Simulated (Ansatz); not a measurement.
## Z2 indices of BiPbIO2, calculated with Ansatz

Space group I4mm (No. 107), 5 atoms in the cell of the first input below: a = 7.618 Å, b = 7.618 Å, c = 7.618 Å, α = 149.26°, β = 149.26°, γ = 44.03°.

The structure comes from the Materials Project database of computed cells (whether it is a measured phase wasn't checked), with its volume kept and shape and atoms relaxed; such computed volumes mostly lie a few per cent over measured ones, and more in layered crystals (pressure -1.9 GPa with this functional, without spin–orbit coupling). Functional: PBEsol.

Input:

```yaml
crystal:
  lattice:
    - [-2.0191601769, 2.0191601769, 7.0629800752]
    - [2.0191601769, -2.0191601769, 7.0629800752]
    - [2.0191601769, 2.0191601769, -7.0629800752]
  atoms:
    - { symbol: Bi, position: [0.3341774686, 0.3341774686, 0.0] }
    - { symbol: I, position: [0.9868977549, 0.9868977549, 0.0] }
    - { symbol: O, position: [0.7571769623, 0.2571769623, 0.5] }
    - { symbol: O, position: [0.2571769623, 0.7571769623, 0.5] }
    - { symbol: Pb, position: [0.6645698519, 0.6645698519, 0.0] }
basis:
  ecutwfc: 420
  ecutrho_ratio: 4
kpoints:
  mp_grid: { grid: [6, 6, 6] }
hamiltonian:
  xc: pbesol
scf:
  occupations: { method: gaussian, width: 0.05 }
output:
  forces: true
  stress: true
  eigenvalues: true
  populations: true
  topological_invariants: true
magnetization:
  noncollinear: true
  spin_orbit: true
```

```bash
ansatz run input.yaml --threads 8 --pin off --max-ram 15360MiB --backend cpu --events-out ev --progress --plain --runs-dir out
```

Time: 3.9 min on 8 threads of Arm Neoverse V2, with other jobs on the host, peak memory 1.9 GiB.

Without spin–orbit coupling the gap on a 10×10×10 mesh is 1.68 eV. With it, in a separate run (self-consistent on 10×10×10, bands on 12×12×12), a gap of 1.26 eV parts the filled from the empty bands (a gap on a mesh is an upper bound, as the edges may lie between its points, so gaps on unlike meshes don't measure the coupling's effect alone). The indices are those of the lowest 58 bands, and their direct separation from the next band is open. They come from Wilson loops on the time-reversal planes.

**Question.** The cell is scaled in volume by 0.96 and 1.05 with the atoms carried along. Do the indices change?

**Answer.** No.

| volume ratio | pressure with spin–orbit coupling (GPa) | smallest direct separation sampled (eV) | at k | separation | Z2 |
| --- | --- | --- | --- | --- | --- |
| 0.96 | 1.3 | 1.445 | 0.45 0.45 0.61 | open | (0;000) |
| 1.00 | -1.7 | 1.384 | 0.45 0.45 0.61 | open | (0;000) |
| 1.05 | -4.7 | 1.277 | 0.46 0.42 0.54 | open | (0;000) |

Caveats: Kohn–Sham gaps are too small; Z2 indices don't see topology that rests on crystal symmetry, and an even number of inversions cancels; atoms feel forces of up to 0.16 eV/Å at volume ratio 1.00; atoms feel forces of up to 0.48 eV/Å at volume ratio 1.05; atoms feel forces of up to 0.69 eV/Å at volume ratio 0.96.

BiPbIO2 is a trivial insulator in the Z2 sense at all three volumes, with indices (0;000) throughout. The smallest sampled direct separation falls steadily on expansion, from 1.445 to 1.277 eV, but stays far from closing, so there is no sign of the band inversion that a change of index would need. The pressure changes sign between volume ratios 0.96 and 1.00, so the range also brackets the zero-pressure volume of this functional.

In a simple ionic picture, filled O and I p states face empty Bi and Pb 6p states. Spin–orbit coupling splits the heavy-cation 6p manifold and can lower its edge, but here evidently not enough to invert the band order. The narrowing on expansion probably reflects weaker cation–anion overlap, which lowers the antibonding 6p-derived states relative to the filled bands. Uniform scaling leaves open how the separation responds to a change in axial ratio or in the polar displacements.
